## Problem

A free, single-crystal LiNbO$_3$ plate cut normal to the polar axis $z$, with thin compliant electrodes on both faces, is cycled through 180° switching at fixed temperature. With up fraction $f$ the standard result for the thickness strain is

$$\bar S = Q P_s^2 + d\,E\,(2f-1),\qquad d \equiv d_{33} = 2Q\chi P_s, \tag{1}$$

which gives wings of slope $\pm d$ and minima a depth $dE_c$ below the crossing point at $E=0$.

(a) Derive (1) and show where it assumes that each domain responds linearly to the field. (b) Drop that assumption and derive the first correction. (c) Find its effect on the shape of the loop. (d) Evaluate it. (e) Give the size of the other neglected terms.

**Conventions.** Hartree atomic units are used with $4\pi\varepsilon_0 = 1$, so $D = E + 4\pi P$ and $\chi = (\varepsilon_{33}-1)/4\pi$. In SI the second relation in (1) reads $d = 2Q\varepsilon_0(\varepsilon_{33}-1)P_s$. The susceptibility is the stress-free, isothermal one. $E$ is the voltage divided by the reference thickness, $P$ is referred to the reference electrode area, and $S$ is the thickness change divided by the reference thickness. With these nominal variables the change of shape of the polarised material is contained in the function $S(P)$ defined below. The label $\sigma=\pm1$ marks up and down domains, and $d>0$ refers to the up domain. Stress is $X$ (tension positive) and temperature is $T$.

**Given inputs** (typical or approximate values for congruent material near 300 K): $P_s\approx0.71$ C m$^{-2}$, $\varepsilon_{33}\approx29$, $d_{33}\approx6$ pm V$^{-1}$, $E_c\approx21$ kV mm$^{-1}$, bias $E_i\approx3$ kV mm$^{-1}$, compliances $s_{33}\approx5.0$ and $s_{13}\approx-1.5$ in $10^{-12}$ Pa$^{-1}$, plate thickness $0.5$ mm. Further inputs appear in (e).

## (a) Derivation of the standard result

A field along the threefold axis keeps $P$ along $z$. At zero stress, minimise the free energy density over all strains and internal coordinates at fixed $P$. This leaves two functions, the free energy $g(P)$ and the thickness strain $S(P)$. The parent phase is centrosymmetric and the two domain states are related by the lost inversion, so both functions are even in $P$. Equilibrium in a field is

$$g'(P) = E, \qquad g'(\pm P_s)=0,\qquad \chi = 1/g''(P_s). \tag{2}$$

The walls are taken parallel to $z$ and running through the plate. The field is tangential to them and therefore the same in all domains. The elastic constants are even under inversion, so they are equal in the two kinds of domain, and the mean stress of a free plate vanishes. In linear elasticity the mean strain is then the volume average of the local stress-free strains. If the internal stresses do not alter $P$, a point examined in (e), this is

$$\bar S = f\,S(P_+) + (1-f)\,S(P_-), \tag{3}$$

with $P_\sigma(E)$ the solution of (2) near $\sigma P_s$.

The assumption enters now, in two places. First, (2) is solved to first order, $P_\sigma = \sigma P_s + \chi E$. Second, $S$ is expanded to first order in the shift, $S(P_\sigma) = S(P_s) + \sigma S'(P_s)\chi E$, where the factor $\sigma$ appears because $S'$ is odd. Inserting this in (3) gives

$$\bar S = S_0 + dE(2f-1),\qquad S_0=S(P_s),\qquad d = S'(P_s)\chi .$$

For $S = QP^2$ this is (1). Both truncations drop terms in $(\chi E)^2$, so the expansion parameter is

$$v = \chi E/P_s,\qquad u = \chi E_c/P_s .$$

The other limit of the butterfly, a homogeneous $P(E)$ with $S = QP(E)^2$, has minima at $P=0$ and depth $QP_r^2$ below the zero-field strain. For a square loop with $P_r \approx P_s$ this exceeds the depth in (1) by the factor $QP_s^2/dE_c = 1/2u$. A plate that switches by wall motion never visits $P=0$ locally, and only the neighbourhood of $\pm P_s$ matters.

## (b) First correction

Write $P_+ = P_s+\delta$ and expand (2) to second order:

$$g''\delta + \tfrac12 g'''\delta^2 = E \quad\Rightarrow\quad \delta = \chi E - \tfrac12 g'''\chi^3E^2 .$$

Define two dimensionless numbers at $P = P_s$,

$$\kappa = \frac{P_s\,g'''}{g''},\qquad \eta = \frac{P_s\,S''}{S'} .$$

Evenness of $g$ gives $P_-(E) = -P_+(-E)$, so for either domain

$$P_\sigma = \sigma P_s + \chi E - \sigma\,\frac{\kappa\chi^2}{2P_s}E^2 . \tag{4}$$

For the up domain the strain to second order is

$$S - S_0 = S'\delta + \tfrac12 S''\delta^2 = S'\chi E + \left[-\frac{\kappa}{2P_s}S'\chi^2 + \frac{\eta}{2P_s}S'\chi^2\right]E^2 .$$

Evenness of $S$ gives $S_-(E) = S_+(-E)$. Terms odd in $E$ change sign with the domain and terms even in $E$ do not. The average (3) becomes

$$\boxed{\;\bar S = S_0 + dE\,(2f-1) + ME^2,\qquad M = \frac{d\,\chi}{2P_s}\,(\eta-\kappa)\;} \tag{5}$$

The correction does not depend on $f$. Relative to the linear term of a single-domain plate its size is $|ME/d| = \tfrac12|\eta-\kappa||v|$.

**Both terms are needed.** Squaring $P_s+\chi E$ in $QP^2$ produces only the $\eta$ term, $+Q\chi^2E^2$. The dielectric nonlinearity $\kappa$ enters at the same order with the opposite sign, because the well stiffens towards larger $|P|$ and softens towards the barrier.

**Values of $\kappa$ and $\eta$.** Take $g = \tfrac12aP^2+\tfrac14bP^4+\tfrac16cP^6$. The condition $g'(P_s)=0$ fixes $a = -bP_s^2-cP_s^4$, and then $g'' = 2bP_s^2+4cP_s^4$ and $g''' = 6bP_s+20cP_s^3$. Hence

$$\kappa = \frac{3b+10cP_s^2}{b+2cP_s^2} = 5-\frac{2b}{b+2cP_s^2}.$$

For $b,c\ge0$ it runs from 3 (quartic well) to 5 (sextic well). For $b<0$ and $a\le0$ one has $cP_s^2\ge -b$, and $\kappa$ lies between 5 and 7. With $S = QP^2+RP^4$ and $\rho = RP_s^2/Q$,

$$\eta = \frac{1+6\rho}{1+2\rho},$$

which is 1 for pure quadratic electrostriction and stays below 3 for $\rho>0$. Within this family $M$ is negative. For $\eta = 1$, $\kappa=3$ the result is $M=-2Q\chi^2$, twice the size of the naive term and of opposite sign.

**Independent route.** From the Gibbs function $G(E,X)$, with $S=-\partial G/\partial X$ and $P=-\partial G/\partial E$, follows $\partial^2S/\partial E^2 = \partial\chi/\partial X$, so

$$2M = \partial\chi/\partial X. \tag{6}$$

In the quartic model a stress along $z$ adds $-XQP^2$ to $g$ and replaces $a$ by $a-2QX$. Since $\chi = -1/2a$ in that model, $\partial\chi/\partial X = -Q/a^2 = -4Q\chi^2$, and (6) returns $M=-2Q\chi^2$. Relation (4) gives in addition $\partial\ln\chi/\partial E=-\kappa\chi/P_s$ for the up domain. The field dependence of the permittivity thus fixes $\kappa$, and its stress dependence fixes $\eta-\kappa$.

**Next order.** In the quartic model set $x = P/P_s$. Then (2) reads $v = \tfrac12(x^3-x)$. Solving by series gives $x = 1+v-\tfrac32v^2+4v^3+\dots$ and

$$S/QP_s^2 = x^2 = 1+2v-2v^2+5v^3+\dots \tag{7}$$

The branch ends where $dv/dx=0$, at $x=1/\sqrt3$ and $|v| = v_c = 1/(3\sqrt3) = 0.192$, the intrinsic coercive field. The expansion is good when $u\ll v_c$.

## (c) Effect on the loop

Take a square loop that switches at $\pm E_c$.

*Slopes.* On the branch $\sigma$, $dS/dE = \sigma d+2ME$. In magnitude this is $d\,[1-(\kappa-\eta)\sigma v]$. The branch is flatter where the field is along $P$ and steeper where it opposes $P$.

*Depth.* Just before switching $\sigma E=-E_c$, so $S-S_0=-dE_c+ME_c^2$ and

$$\text{depth} = dE_c\left[1+\tfrac12(\kappa-\eta)u\right]. \tag{8}$$

*Jump.* At switching the strain rises from $-dE_c+ME_c^2$ to $+dE_c+ME_c^2$. The jump $2dE_c$ has no second-order correction.

*Symmetry.* The mirror symmetry of the butterfly under $E\to-E$ survives. The term can be isolated by parity, since $\tfrac12[S_+(E)+S_-(E)]-S_0 = ME^2$ for $|E|<E_c$.

*Bias.* Let the switching fields be $E_c+E_i$ and $-(E_c-E_i)$. If the bias acts on the lattice as a uniform field, $E\to E-E_i$ in (5), and the loop is translated rigidly. The two minima stay equally deep, and the tips at $\pm E_m$ differ by

$$S(-E_m)-S(+E_m) = 2dE_i+4ME_mE_i = 2dE_i\,[1-(\kappa-\eta)v_m],$$

with $v_m=\chi E_m/P_s$. If the bias only shifts the thresholds for wall motion and leaves the branches alone, the tips are equal and the depths differ by $2dE_i-4ME_cE_i = 2dE_i[1+(\kappa-\eta)u]$.

*Reading $f$ from the polarisation loop.* Averaging (4) gives

$$\bar P = (2f-1)P_s\left(1-\tfrac12\kappa v^2\right)+\chi E .$$

The factor in brackets changes $\bar S$ only at order $E^3$. The term $\chi E$ matters at the order kept. In terms of $\bar P$, (5) reads

$$\bar S = S_0 + \frac{dE\bar P}{P_s} + \frac{d\chi}{2P_s}(\eta-\kappa-2)E^2 .$$

Setting $2f-1 = \bar P/P_s$ without subtracting $\chi E$ therefore adds a spurious $+d\chi E^2/P_s$, which for $\eta=1$, $\kappa=3$ is equal and opposite to the true $ME^2$.

## (d) Numbers for the LiNbO$_3$ plate

The atomic units are $5.142\times10^{11}$ V m$^{-1}$ for field, $57.21$ C m$^{-2}$ for polarisation and $2.942\times10^{13}$ Pa for stress. Extra digits below are guard digits, and the inputs support at most two figures.

$$P_s = 1.241\times10^{-2},\quad E_c = 4.084\times10^{-5},\quad \chi = 28/4\pi = 2.228,\quad d = 3.085 .$$

The expansion parameter is

$$u = \frac{2.228\times4.084\times10^{-5}}{1.241\times10^{-2}} = 7.33\times10^{-3}.$$

This is $0.038$ of $v_c$. The quartic model puts the intrinsic coercive field near $5.5\times10^{2}$ kV mm$^{-1}$, so walls move long before the well is driven far from its minimum. That is the physical reason why the linear assumption works here.

For $\eta=1$ the inputs imply $Q = d/2\chi P_s = 55.8$ a.u., or $0.017$ m$^4$ C$^{-2}$. This is defined by the input $d$ and tests nothing. Writing $\varepsilon_{33}$ for $\varepsilon_{33}-1$ in the SI formula would change $2Q\chi P_s$ by $1/28$, or $3.6\%$, more than the correction under study, which is why $d$ is used directly. The homogeneous depth would be $QP_s^2 = 8.6\times10^{-3}$, that is $1/2u = 68$ times the linear depth $dE_c = 1.26\times10^{-4}$. The latter is $63$ nm on the $0.5$ mm plate.

The scale of $M$ is

$$\frac{d\chi}{2P_s} = \frac{3.085\times2.228}{2\times1.241\times10^{-2}} = 277\ \text{a.u.},$$

and one atomic unit of $M$ is $3.782\times10^{-24}$ m$^2$ V$^{-2}$. With $\eta=1$:

| quantity | $\kappa=3$ | $\kappa=5$ |
|---|---|---|
| $M$ (a.u.) | $-554$ | $-1108$ |
| $M$ ($10^{-21}$ m$^2$ V$^{-2}$) | $-2.1$ | $-4.2$ |
| $ME_c^2$ ($10^{-6}$) | $-0.92$ | $-1.8$ |
| thickness change at $E_c$ (nm) | $-0.46$ | $-0.92$ |
| increase of depth (%) | $0.73$ | $1.5$ |
| change of slope magnitude at $\sigma E=\mp E_c$ (%) | $\pm1.5$ | $\pm2.9$ |

The naive term $Q\chi^2E_c^2$ alone would give $+0.46\times10^{-6}$.

In the quartic model the cubic term of (7) is $\tfrac52u^2=1.3\times10^{-4}$ of the linear term and $\tfrac52u = 1.8\%$ of the quadratic one. Solving $\tfrac12(x^3-x)=-u$ without expansion gives a depth of $1.0075\,dE_c$, against $1.0073\,dE_c$ from (8). The bracket in $\bar P$ departs from unity by $\tfrac32u^2 = 8.1\times10^{-5}$.

For the bias, $2dE_i = 3.6\times10^{-5}$. With $\kappa=3$, $\eta=1$ and $E_m = 25$ kV mm$^{-1}$, $v_m = 8.73\times10^{-3}$, and the tip difference is lowered by $1.7\%$, or $0.63\times10^{-6}$. In the threshold reading the depth difference is raised by $1.5\%$, or $0.53\times10^{-6}$.

The same parameters predict a change of $\chi$ of $-\kappa u=-2.2\%$ for a field $E_c$ along $P$, and from (6) a stress coefficient $\partial\ln\chi/\partial X = d(\eta-\kappa)/P_s = -1.7\%$ per GPa.

## (e) Other neglected terms

**Shape of the well and quartic electrostriction.** The given inputs do not determine $\kappa$ or $\eta$. At room temperature the crystal is far below its Curie point, where short polynomials in $P$ are a model only. The table shows that $\kappa$ alone moves $M$ by a factor of two. A positive $\rho$ lowers $|M|$, and $\rho=1/2$ gives $\eta=2$, which halves $M$ at $\kappa=3$. This is the main uncertainty of the result.

**Background susceptibility.** Suppose that an electronic part of $\chi$ is linear and does not couple to strain, with $\varepsilon_\infty\approx4.8$ as an approximate input. Steps (2) to (5) then hold for the lattice part with $\chi_s = (\varepsilon_{33}-\varepsilon_\infty)/4\pi$, and at given $d$ the coefficient $M$ is multiplied by $24.2/28=0.86$.

**Vacuum field between the electrodes.** At fixed voltage the potential contains $-(E^2/8\pi)(1+S_1+S_2-S_3)$, from the factor area over thickness in the vacuum capacitance. This acts as stresses $X_1=X_2=-X_3=E^2/8\pi$ and adds $M_{\rm vac} = (2s_{13}-s_{33})/8\pi$. With $s_{33}=147.1$ and $s_{13}=-44.1$ a.u., $M_{\rm vac}=-9.4$ a.u., which is $1.7\%$ of the $\kappa=3$ value.

**Mutual clamping during switching.** Domains narrow against the plate thickness share one $S_3=\bar S$. Keep only this constraint, with stiffness $1/s_{33}$, take $S=QP^2$ and $f=\tfrac12$. The local condition is

$$g'(P)+\frac{2QP}{s_{33}}\left(QP^2-\bar S\right)=E,\qquad \bar S = Q\langle P^2\rangle .$$

Put $P_\sigma=\sigma P_s+\delta_1+\sigma\delta_2$, with $\delta_n$ of order $E^n$. Then $QP^2-\bar S = 2\sigma QP_s\delta_1$ through second order. The first order gives $\delta_1=\chi E/(1+k)$ with $k = 4Q^2P_s^2\chi/s_{33}=d^2/s_{33}\chi$. The second order gives $\delta_2=-(\tfrac12\kappa+k)\delta_1^2/P_s$. Hence

$$\bar S-S_0 = Q(\delta_1^2+2P_s\delta_2) = Q\chi^2E^2\,\frac{1-\kappa-2k}{(1+k)^2},$$

which for $\kappa=3$ is $ME^2/(1+k)$. Here $k = 3.085^2/(147.1\times2.228)=0.029$, so $M$ changes by about $3\%$, and only on the switching segments.

**Heat.** SI units fit better here. Approximate inputs are a heat capacity $C\approx3\times10^6$ J m$^{-3}$ K$^{-1}$, an expansion coefficient along $z$ of order $\alpha\approx5\times10^{-6}$ K$^{-1}$ (good to one figure at best), a pyroelectric coefficient $p\approx-8\times10^{-5}$ C m$^{-2}$ K$^{-1}$ and a thermal conductivity near $4.5$ W m$^{-1}$ K$^{-1}$.

On a saturated branch an adiabatic field change gives $dT=-(T p/C)\,dE$ for the up domain. This raises the slope by $\alpha T|p|/C = 0.04$ pm V$^{-1}$ at 300 K, or $0.7\%$. It rivals the correction in size, but it is odd in $\sigma E$ and merely turns the isothermal $d$ into the adiabatic one, so it cancels in the parity sum of (c).

One reversal dissipates the work $2P_sE_c = 3.0\times10^7$ J m$^{-3}$. If the heat stays in the plate, $\Delta T=10$ K and the thermal strain is $5\times10^{-5}$, about $0.4$ of the linear depth and far above $ME_c^2$. With both faces held at the bath temperature, the diffusivity $1.5\times10^{-6}$ m$^2$ s$^{-1}$ gives a slowest decay time $t^2/\pi^2D_{\rm th}=0.017$ s for thickness $t = 0.5$ mm. Result (5) describes the loop only when switching and sweep are slow against the actual cooling time, which is longer for poorer thermal contact. The quadratic term is best sought on a single-domain plate below $E_c$, where no switching heat arises and a drive $E_0\cos\omega t$ yields a strain of amplitude $\tfrac12|M|E_0^2$ at $2\omega$.

**Answer.** Dropping linearity adds the $f$-independent term $ME^2$ with $M=(d\chi/2P_s)(\eta-\kappa)$. For the LiNbO$_3$ z-plate with quadratic electrostriction and $3\le\kappa\le5$, $M$ lies between about $-2\times10^{-21}$ and $-4\times10^{-21}$ m$^2$ V$^{-2}$. The minima deepen by roughly $1\%$ of $63$ nm, which is half a nanometre to a nanometre, the wing slopes vary by $1.5$ to $2.9\%$ between zero field and $E_c$, and the switching jump of $126$ nm is unchanged at this order.